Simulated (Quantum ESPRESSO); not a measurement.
# Energy of ferromagnetic FePt (CuAu-type) against its total spin moment, and the stiffness of that moment, in PBE

In CuAu-type FePt, layers of Fe alternate with layers of Pt. The open 3d shell of Fe carries most of the spin, and the nearly full 5d shell of Pt is polarised through its bonds to Fe. All members here are this one crystal in its measured cell, held at different total spin moments. We look at how the energy depends on the moment and how strongly the moment resists a change of length. This matters for magnetic recording materials, because models of hot or rapidly switched magnets need the cost of changing the moment's length as well as its direction. Energies are PBE free energies per cell of one Fe and one Pt, relative to the run with the moment left free, which settles at 3.35 μB.

## Set-up

One system, FePt (CuAu-type, P4/mmm), 2 atom(s) a primitive cell, from measured cells of the Crystallography Open Database. Quantum ESPRESSO 7.5, plane waves with GBRV 1.5 PBE pseudopotentials, cutoff 544 eV, Fermi-Dirac smearing of 0.1 eV, k meshes whose coarsest spacing along a reciprocal vector is 0.23 1/Å over all runs (2π included). Functional: PBE, no Hubbard U; collinear spins, no spin-orbit coupling. Atoms and cell are fixed. The total spin moment is held at set values by separate Fermi energies for the two spins, starting from parallel moments on Fe; one run leaves it free. Runs that did not converge or carry a known fault are not listed.

Notes on method and selection:

- Only states reached from a parallel start are followed; an antiferromagnetic order, which may lie lower, is outside this curve.
- Site moments count the spin inside each program's own atomic sphere, so they depend somewhat on its radius and leave out the spin between the spheres.
- Quantum ESPRESSO sets the radius of an element's spheres to about 0.41 of its shortest distance to a neighbour.
- Landau's expansion E = E0 + a M^2 + b M^4 is a quadratic in the squared moment.
- The variable on the horizontal axis was chosen because the fit in it was close; otherwise the moment or the wavevector itself is used without a fit.
- A measured moment is set beside the table only where the run ends ferromagnetic and the measured order is ferromagnetic too.
- Runs that did not converge, have known faults or may not be shown are not listed, and runs on Ansatz's PAW sets soft_1 and soft_2 are kept to separate tables.

Columns:

- squared moment (μB² (cell moment)): square of that moment.
- total moment (μB per cell): total spin moment of the cell, held fixed (free in one row).
- site moment (μB): largest site spin moment.
- holding field (meV per μB): half the difference of the up and down Fermi energies that hold the moment, equal to dE/dM.
- absolute moment (μB per cell): integral of the absolute spin density over the cell.
- energy (meV per cell): free energy less that of the run with the moment left free.

## The series

| member | squared moment (μB² (cell moment)) | total moment (μB per cell) | site moment (μB) | holding field (meV per μB) | absolute moment (μB per cell) | energy (meV per cell) | remark |
| --- | --- | --- | --- | --- | --- | --- | --- |
| 0.00 muB | 0.000 | 0.00 | 0.00 | 0 | 0.00 | 761.8 |  |
| 0.57 muB | 0.319 | 0.57 | 0.61 | −118 | 0.68 | 727.7 |  |
| 1.13 muB | 1.279 | 1.13 | 1.21 | −226 | 1.32 | 630.4 |  |
| 1.70 muB | 2.876 | 1.70 | 1.78 | −322 | 1.94 | 474.0 |  |
| 2.26 muB | 5.112 | 2.26 | 2.28 | −357 | 2.52 | 278.0 |  |
| 2.83 muB | 7.986 | 2.83 | 2.69 | −284 | 3.07 | 90.1 |  |
| free | 11.222 | 3.35 | 3.01 | 0 | 3.53 | 0.0 | moment left free |
| 3.39 muB | 11.506 | 3.39 | 3.03 | 40 | 3.56 | 0.8 |  |
| 3.96 muB | 15.658 | 3.96 | 3.32 | 660 | 4.01 | 189.6 |  |
| 4.52 muB | 20.448 | 4.52 | 3.54 | 1290 | 4.54 | 752.0 |  |

Least-squares fits to the whole series, with x = squared moment (μB² (cell moment)); R² and errors in the fitted variable (y, or ln y where the fit is in ln y):

| y | members | fit | R² | rms residual | leave-one-out rms | the same for the mean of the others |
| --- | --- | --- | --- | --- | --- | --- |
| energy (meV per cell) | 10 | y = 798.8 − 147.7 x + 7.046 x² | 0.99 | 31 | 68 | 332 |

## What drives the series

The energy falls from 761.8 meV per cell at zero moment to its zero at 3.35 μB, then climbs to 752.0 meV at 4.52 μB. The well is lopsided: removing the whole moment costs about as much as adding 4.52 − 3.35 = 1.17 μB.

The stiffness is the second derivative of the energy, which is the slope of the holding field. Near zero moment it is negative, −118 / 0.57 = −207 meV/μB², so the non-magnetic state is unstable towards ferromagnetism. At the free moment we take the more exact moments from the squared column, √11.506 = 3.392 and √11.222 = 3.350 μB, and obtain 40 / (3.392 − 3.350) = 950 meV/μB². Averaged from 2.83 to 3.35 μB the stiffness is only 284 / (3.35 − 2.83) = 546 meV/μB², while from 3.39 to 3.96 μB it is (660 − 40) / 0.57 = 1088 meV/μB².

In the Stoner picture the stiffness is ¼(1/N↑ + 1/N↓) − I/2, where N↑ and N↓ are the densities of states at the two Fermi energies and I is the exchange parameter. At small moments exchange outweighs the band energy needed to move electrons from one spin to the other. At large moments the majority d states are nearly full, N↑ becomes small and the first term grows. An electron count supports this. With 8 valence electrons from Fe and 10 from Pt, the free moment puts (18 + 3.35) / 2 = 10.7 electrons in the majority spin, slightly more than the ten d states of the two atoms can hold. Some of these electrons already occupy s- and p-like states, so the d states are nearly, not completely, full. Further majority electrons go increasingly into the broad s- and p-like bands, where states are sparse.

The site moments show the same saturation. Up to 1.13 μB the Fe moment grows by 1.21 / 1.13 = 1.07 μB per μB of total moment. From the free moment to 4.52 μB it grows by only (3.54 − 3.01) / 1.17 = 0.45. The rest of the added spin goes to Pt and the space between the spheres.

## Residuals

Largest departures from the fit to the whole series:

| member | energy (meV per cell) | fit | computed − fit | in rms residuals |
| --- | --- | --- | --- | --- |
| 2.26 muB | 278.0 | 227.9 | +50.1 | 1.6 |
| 1.70 muB | 474.0 | 432.3 | +41.7 | 1.3 |
| 0.00 muB | 761.8 | 798.8 | −37.0 | 1.2 |
| 3.39 muB | 0.8 | 32.2 | −31.4 | 1.0 |

The largest departures from the Landau fit are +50.1 meV at 2.26 μB, +41.7 meV at 1.70 μB, −37.0 meV at zero moment and −31.4 meV at 3.39 μB. They belong to a regular wave: the computed energies lie below the fit at the two smallest moments, above it from 1.13 to 2.83 μB, below it from 3.35 to 3.96 μB and above it again at 4.52 μB. This points to the form of the fit, not to faulty runs.

A single fourth-order term has to describe both the soft side of the well and the steep wall where the majority d states are nearly full. The compromise starts too high, falls too fast through the middle and does not reach the bottom. Its lowest value is 798.8 − 147.7² / (4 × 7.046) = 25 meV, where the free run defines zero. Higher powers of the moment would be needed to follow the wall.

## Problems

**How much does a field of 10 T lengthen the moment?**
One μB in 1 T has an energy of about 0.058 meV, so 10 T supplies 0.58 meV per μB. Dividing by the stiffness gives 0.58 / 950 = 0.0006 μB per cell. For laboratory fields the length can be treated as fixed.

**What is the energy midway between 2.83 and 3.35 μB, which was not run?**
This moment is (2.83 + 3.35)/2 = 3.09 μB, and the two rows are 3.35 − 2.83 = 0.52 μB apart. Energies E₁, E₂ and holding fields H₁, H₂ at two moments a distance h apart give the midpoint energy (E₁ + E₂)/2 + h(H₁ − H₂)/8. Here that is (90.1 + 0.0)/2 + 0.52 × (−284 − 0)/8 = 26.6 meV. We tested the formula on the seven rows that lie midway between two others, with h = 1.13 μB. The misses run from 0.3 to 10.2 meV, with an rms of 5 meV, against 332 meV for the mean of the other rows, the latter taken over all ten rows.

**Is the Landau fit good enough for a model in which the moment's length fluctuates?**
For E = E0 + aM² + bM⁴ the stiffness at the minimum is −4a, here 4 × 147.7 = 591 meV/μB². That is 591 / 950 = 0.62 of the value from the holding field, so the model would let the length fluctuate too easily. Interpolating the computed energies and fields is safer.

## Rules of thumb and their limits

Between 0 and 4.52 μB, ferromagnetic FePt has one energy minimum among the computed moments, with a stiffness near 950 meV/μB² that increases towards larger moments. The depth of 761.8 meV is the cost of removing the moment altogether. It does not give the Curie temperature, which depends mainly on the much cheaper disordering of moment directions.

The fixed cell makes the moment look too stiff. The pressure rises with the moment, so a cell free to shrink at low moments and expand at high ones would flatten the well. PBE tends to overstate magnetic energies in itinerant metals, so the true depth may be smaller. Without spin-orbit coupling, the orbital moment and the magnetic anisotropy that makes FePt useful for recording are missing. An antiferromagnetic order could lie below our zero in PBE, although ordered FePt is ferromagnetic in experiment.
